**Question**

I am testing how the occupation rule and its width affect the energy of Ta4O, with the atoms held fixed. Gaussian smearing at 0.3 eV lowers the free energy by almost 9 meV/atom, yet Methfessel-Paxton at the same width raises it. The narrowest widths agree among themselves but don't agree with my reference. I have covered up the results of the last three rows. Can their free energies be worked out from the others, and how far should I trust the result?

Ta4O (P4/mmm, 5 atoms in the cell, a = 3.258 Å, c = 7.409 Å) at fixed atoms, calculated with Ansatz 0.2.0 using scalar-relativistic plane-wave PAW, PBE, no spin polarisation, a 420 eV cutoff and a 12×12×6 k mesh. The reference is Gaussian smearing with a width of 0.1 eV. Energies are extrapolated to zero smearing; free energies include the smearing entropy term.

| occupation rule | occupation width (eV) | energy less reference (meV/atom) | free energy less reference (meV/atom) |
| --- | --- | --- | --- |
| Fermi-Dirac | 0.01 | -0.072 | 0.774 |
| Fermi-Dirac | 0.1 | 0.733 | -6.21 |
| Gaussian | 0.01 | -0.071 | 0.817 |
| Gaussian | 0.3 | 0.923 | -8.95 |
| Methfessel-Paxton | 0.3 | 0.435 | 1.83 |
| Methfessel-Paxton | 0.5 | 0.864 | 4.95 |
| cold | 0.02 | -0.080 | 0.820 |
| cold | 0.1 | -0.081 | 1.05 |
| cold | 0.2 | 0.432 | 1.65 |
| cold | 0.3 | ? | ? |
| cold | 0.5 | ? | ? |
| tetrahedron | 0 | ? | ? |

**Answer**

They can be estimated, because all the smearing rules do the same thing to the electrons with differently shaped tools. Each replaces the sharp edge between filled and empty levels by a gradual one. The free energy then depends on two things: the shape of that edge, which is known for each rule, and the density of states near the Fermi level, which the known rows can supply.

Start with Gaussian smearing of width $\sigma$. It moves some electrons from just below the Fermi level to just above it, which costs energy. The free energy also contains an entropy term, and this term gains twice what the transfer costs. The free energy therefore falls, by $D\sigma^2/4$ to leading order, where $D$ is the number of states per eV and atom at the Fermi level.

The same result follows in a form that covers every rule. Let $\Omega(\mu)$ be the grand potential with sharp occupations at Fermi level $\mu$. Its first derivative is minus the number of electrons, so its second derivative is $-D$. Smearing averages $\Omega$ over shifted Fermi levels, with a weight function that belongs to the rule. Expanding this average for a symmetric weight gives

$$F = C-\frac{M_2}{2}D-\frac{M_4}{24}D''.$$

Here $F$ is the free energy less reference, $C$ is its value at zero width, and $D''$ is the curvature of the density of states. $M_2$ and $M_4$ are the averages of the squared shift and of its fourth power. To first order, the change at fixed electron number equals the change of $\Omega$ at fixed $\mu$, so the formula can be used for these runs. With the usual definitions of the rules, the moments are:

| Rule | $M_2$ | $M_4$ |
|---|---|---|
| Gaussian | $\sigma^2/2$ | $3\sigma^4/4$ |
| Fermi-Dirac | $\pi^2\sigma^2/3$ | $7\pi^4\sigma^4/15$ |
| Methfessel-Paxton, first order | 0 | $-3\sigma^4/4$ |
| cold | 0 | $-3\sigma^4/2$ |

The second column explains why equal widths don't mean equal smearing. Judged by the square root of this moment, Fermi-Dirac is about 2.6 times as broad as a Gaussian of the same nominal width. Fermi-Dirac at 0.1 eV therefore belongs beside Gaussian at 0.3 eV, and both lower the free energy by several meV/atom.

Methfessel-Paxton and cold smearing use weights that are negative in places, built so that $M_2$ vanishes. The large drop disappears and the fourth-order term is left. Their $M_4$ is negative, so the free energy rises if $D''$ is positive, that is, if the density of states curves upwards on moving away from the Fermi level. With the Fermi level on a peak instead of in a valley, the same formula would make these two rules lower the free energy.

**A test without fitted constants**

Your table allows a check of the averaging and of the order of the Methfessel-Paxton rule. It rests on an identity between two rules, so it says nothing about the shape of the density of states. For Gaussian smearing, the energy at zero smearing is normally taken as the mean of energy and free energy, which equals $F-(\sigma/2)\,dF/d\sigma$. Gaussian averaging obeys a diffusion equation, so this derivative can be replaced by a second derivative with respect to $\mu$. At fixed levels and fixed $\mu$, the result is exactly the first-order Methfessel-Paxton free energy: that rule has the extrapolation built into its weight function.

To compare the two, the columns need a common zero. The reference has a free energy below its own extrapolated energy. Cold smearing at 0.02 eV, where the entropy is negligible, shows that this shifts the two columns by 0.90 meV/atom. Subtracting the shift from the Methfessel-Paxton free energy at 0.3 eV leaves 0.93, and the Gaussian energy at 0.3 eV is 0.92. The table doesn't state the order of the Methfessel-Paxton rule, but this agreement supports first order.

**What the narrow rows can tell**

At 0.01 or 0.02 eV, three different rules give almost the same free energy, about 0.80 meV/atom above the reference. This offset is the reference's own lowering of 0.90, since Gaussian smearing at 0.1 eV is not the zero-width limit, less the 0.07 to 0.08 by which the narrow rows lie below the reference in the energy column.

Agreement between narrow rows doesn't prove that they have reached the true limit, because they share one k mesh. Such a mesh samples the bands at separate points. A very narrow edge therefore sees individual levels, while a broad edge averages over many of them. Only in the second case does a smooth $D$ with a single curvature make sense.

For this reason I determined $C$, $D$ and $D''$ by least squares from the five broad rows only: Gaussian 0.3, Fermi-Dirac 0.1, both Methfessel-Paxton rows and cold 0.2 eV. This gives $C=1.42$ meV/atom, $D=0.44$ states per eV and atom, and $D''=1.81$ states per eV³ and atom. The typical misfit is 0.03 meV/atom, but three constants from five rows leave little to spare. When each row in turn is left out and predicted, the typical error grows to about 0.4 meV/atom.

The formula fails for the rows left out of the fit. It lies about 0.6 meV/atom too high for the three narrowest widths and 0.4 too high for cold smearing at 0.1 eV. It also puts the reference at 0.3 instead of zero. The failure thus belongs to the small widths. The entropy terms of the Gaussian runs show it directly: read as $D\sigma^2/2$, they give $D$ of about 0.33 at 0.01 eV and 0.36 at 0.1 eV, against 0.48 at 0.3 eV, so a narrow edge sees fewer states than a broad one. Level spacing on the mesh would explain it, but so would real fine structure in the density of states, and the known rows don't separate the two.

**The forecasts**

Take cold smearing at 0.3 eV, which played no part in the fit. Its $M_2$ is zero, and its fourth-order term is

$$\frac{1.5}{24}\times(0.3\ \text{eV})^4\times1.81\ \text{eV}^{-3}\approx 0.92\ \text{meV}.$$

Added to $C=1.42$, this gives 2.3 meV/atom. At 0.5 eV the same term is nearly eight times as large, because it grows as the fourth power of the width.

The main risk is a term that the formula omits. The weight function of cold smearing is lopsided, so a slope of the density of states contributes a term in $\sigma^3$. Theory makes this the leading term at small widths. A pure cubic law drawn through the cold rows at 0.02 and 0.2 eV would give 3.6 at 0.3 eV and 13.8 at 0.5 eV. At 0.1 eV it gives 0.92, where the table has 1.05 and the formula 1.43, so at that width the cubic law is the closer one. I still prefer the formula for the broad widths, because it describes the broad rows of all four smearing rules together. The cubic law starts from a narrow row, and so counts the unexplained offset of the narrow rows as growth with the width. The doubt calls for a generous margin.

The tetrahedron rule interpolates the bands between mesh points and has no smearing width. If the low values of the narrow rows come from the mesh, it should land near the broad-row constant of 1.4. If they reflect real structure, 0.8 is the better guess. The interpolation has an error of its own, which calls for a wide range. One difference is much safer: without entropy, the free energy and energy columns can differ only by the shift of the reference.

My forecasts for the free energy less reference, in meV/atom, are:

- cold 0.3 eV: 2.3, range 1.6 to 3.0
- cold 0.5 eV: 8.5, range 4.5 to 12.5, as the expansion is strained at this width
- tetrahedron: 1.4, range -0.1 to 2.9
- tetrahedron, free energy column less energy column: 0.90, range 0.88 to 0.92

I make no forecast for the energy column of the cold rows, because the table doesn't give the extrapolation formula used for that rule.

**Uncovering the rows**

The withheld rows as computed:

| occupation rule | occupation width (eV) | energy less reference (meV/atom) | free energy less reference (meV/atom) |
| --- | --- | --- | --- |
| cold | 0.3 | 0.094 | 2.49 |
| cold | 0.5 | -0.265 | 9.34 |
| tetrahedron | 0 | 0.389 | 1.29 |

All four values fall within their ranges. For cold smearing at 0.3 eV the calculation gives 2.49 meV/atom, so the formula was low by 0.16. At 0.5 eV it gives 9.34, and the formula was low by 0.87, roughly a tenth of the value. The pure cubic law overshoots both rows by far more, but as it starts from a narrow row, this says little against a cubic term added to the formula.

Both cold forecasts err in the same direction. The omitted cubic term would do this if the density of states, averaged over such widths, falls slightly with rising energy. The Fermi levels of the runs give only a weak hint. Widening the Gaussian from 0.1 to 0.3 eV raises the level from 18.764 to 18.770 eV, as expected when there are more states to empty below it than to fill above, but the three narrowest runs already scatter between 18.762 and 18.766 eV.

At 0.5 eV a second cause is expected. Cold smearing pulls the Fermi level down to 18.718 eV there, about 0.04 eV below its place at a width of 0.02 eV. Keeping the electron number fixed then costs roughly $D(\Delta\mu)^2/2$, or 0.4 meV/atom, which the first-order argument leaves out. These two causes can't be the whole story. The entropy term of a run equals $-\sigma\,dF/d\sigma$, so it measures how fast the free energy grows with the width. For cold smearing at 0.5 eV this growth is 26.1 meV/atom, less than the 28.2 of the fourth-power term alone, although both causes would add to it. Methfessel-Paxton at 0.5 eV falls short in the same way, 12.8 against 14.1. A higher term of opposite sign must therefore be at work, the fitted $D''$ is an effective value for these widths, and the forecast owes part of its success to cancellation. These rows don't settle the share of each cause.

The tetrahedron rule gives 1.29 meV/atom, much closer to the constant from the broad rows than to the 0.80 of the narrow ones. A mesh effect in the narrow rows would give this result, but so could an error of the interpolation. The tetrahedron run puts the Fermi level at 18.786 eV, higher than any of the smeared runs, which suggests that this error isn't negligible. It is also the only run with warnings, on its band table and on its derivatives. Repeating the narrow and tetrahedron rows on denser meshes would decide: a mesh effect should fade, while real structure should stay.

The difference between the two columns for the tetrahedron rule is 0.90 meV/atom, as forecast. This hit confirms the bookkeeping of the reference. It is no test of the density of states, since any error of the interpolation enters both columns alike and cancels.

The energy column of the cold rows can be understood in hindsight. The entropy terms of the runs show that the extrapolation adds a third of that term for cold smearing and a quarter for Methfessel-Paxton, as fits a leading error in $\sigma^3$ and in $\sigma^4$. At 0.5 eV the cold term is negative and its third is 8.7 meV/atom, which with the shift of 0.90 separates the two columns.

For your own use of such numbers, the first thing to check is which energy you are comparing. A Gaussian free energy at 0.3 eV carries an artificial lowering of several meV/atom, the entropy term less the energy cost of the smearing, and extrapolation removes most of it. Methfessel-Paxton and cold smearing remove the same leading term from the free energy itself, but at 0.5 eV what remains is again several meV/atom. Making the width very small is no cure by itself, because it exchanges a smearing error for greater sensitivity to the mesh.
